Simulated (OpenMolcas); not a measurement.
How basis sets differ on CuNH2 (SMILES [NH2][Cu])

CuNH2 has 4 atoms, charge 0, and is taken as a singlet. As SMILES, `[NH2][Cu]`. Geometry: relaxed at PBE0-D4/def2-TZVP.

Each level gives the HOMO–LUMO gap (eV). The values are calculated.

```
      level          kind     program  value (eV)  CPU time
  HF/STO-3G  Hartree–Fock  OpenMolcas        9.81     6.2 s
   HF/3-21G  Hartree–Fock  OpenMolcas        9.38     2.1 s
HF/def2-SVP  Hartree–Fock  OpenMolcas        8.96       3 s
 HF/cc-pVTZ  Hartree–Fock  OpenMolcas        8.89      28 s
```

The values span 8.89 to 9.81 eV. A Hartree–Fock LUMO above zero doesn't converge with the basis: it sinks as sets grow more diffuse. Orbital gaps aren't excitation energies. CPU times are rough (shared hosts, several kinds of processor): they show what a rung costs within a factor of a few.

The gap narrows at every step from HF/STO-3G to HF/cc-pVTZ, with most of the change occurring before HF/def2-SVP. In a Cu(I) amide the HOMO is probably largely the nitrogen π lone pair with some antibonding Cu 3d admixture, while the LUMO is probably a Cu 4s/4p hybrid directed away from the nitrogen. A minimal basis gives neither orbital much freedom to adjust its radial extent or polarise along the polar Cu–N bond. The empty orbital is likely hit harder, because the basis is built around occupied atomic shells and the variational energy doesn't optimise virtual orbitals. Added valence flexibility would then lower the LUMO relative to the HOMO and close the gap.

The near agreement of 8.96 and 8.89 eV shows little sensitivity between those two sets, but it could also reflect parallel shifts of both orbitals. Gaps alone can't separate these contributions, so the individual orbital energies would be needed to confirm that the LUMO drives the trend.
